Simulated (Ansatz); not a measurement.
**How methods differ on CH5P (SMILES C=[PH3])**

CH5P has 7 atoms, charge 0, and is taken as a singlet. As SMILES, `C=[PH3]`. The shape is that of a GFN2-xTB optimisation.

Quantity: the electronic atomisation energy, in eV. The values are calculated. Electronic energies at fixed atoms, without zero-point motion or spin-orbit coupling.

```json
{"level": "HF/STO-3G", "kind": "Hartree–Fock", "program": "Ansatz", "value (eV)": "17.44", "less FCI/STO-3G": "-3.08", "CPU time (all runs)": "0.14 s"}
{"level": "BLYP/STO-3G", "kind": "GGA", "program": "Ansatz", "value (eV)": "25.24", "less FCI/STO-3G": "+4.72", "CPU time (all runs)": "1.6 s"}
{"level": "revPBE/STO-3G", "kind": "GGA", "program": "Ansatz", "value (eV)": "24.90", "less FCI/STO-3G": "+4.38", "CPU time (all runs)": "1.6 s"}
{"level": "r2SCAN/STO-3G", "kind": "meta-GGA", "program": "Ansatz", "value (eV)": "24.86", "less FCI/STO-3G": "+4.34", "CPU time (all runs)": "4.1 s"}
{"level": "PBE0/STO-3G", "kind": "global hybrid", "program": "Ansatz", "value (eV)": "24.76", "less FCI/STO-3G": "+4.24", "CPU time (all runs)": "1.4 s"}
{"level": "wB97M-V/STO-3G", "kind": "range-separated hybrid", "program": "Ansatz", "value (eV)": "25.68", "less FCI/STO-3G": "+5.16", "CPU time (all runs)": "20 s"}
{"level": "RPA@PBE/STO-3G", "kind": "RPA", "program": "Ansatz", "value (eV)": "20.66", "less FCI/STO-3G": "+0.14", "CPU time (all runs)": "2.1 s"}
{"level": "MP2/STO-3G", "kind": "perturbation theory", "program": "Ansatz", "value (eV)": "19.74", "less FCI/STO-3G": "-0.78", "CPU time (all runs)": "0.16 s"}
{"level": "CCSD/STO-3G", "kind": "coupled cluster or CI", "program": "Ansatz", "value (eV)": "20.44", "less FCI/STO-3G": "-0.08", "CPU time (all runs)": "0.23 s"}
{"level": "FCI/STO-3G", "kind": "exact in the basis", "program": "Ansatz", "value (eV)": "20.52", "less FCI/STO-3G": "0.00", "CPU time (all runs)": "10 s"}
```

FCI/STO-3G is exact within its basis and frozen core, so for wave-function methods in that basis the difference is their error; functionals converge differently with the basis, so for them it is only a difference. The values span 17.44 to 25.68 eV. All rows use very small basis sets, so none should be taken for the real molecule's value. Times are those of the runs behind each value, whatever else they computed, on shared processors of several kinds: orders of magnitude only.

Electron correlation accounts for the main trend among the wave-function methods. Atomisation breaks the electron pairs of the P–C and P–H/C–H bonds and leaves high-spin atoms with less correlation energy to lose, so Hartree–Fock underbinds by 3.08 eV. MP2 recovers most of this, and CCSD comes within 0.08 eV of FCI. That small remainder suggests that connected triples and higher excitations matter little here, and that the ylide is mainly single-reference at this geometry.

The density functionals all lie well above FCI, with no steady progression from GGA to hybrid. Their correlation energy comes from the density rather than from excitations into the few available virtual orbitals, which probably explains much of the offset. RPA does depend on those orbitals and falls close to FCI, but its slight overbinding contrasts with its usual underbinding of molecules, so the agreement probably owes something to error cancellation. Because atomisation sums over all the bonds, these energies do not measure the strength of the ylidic P–C bond.
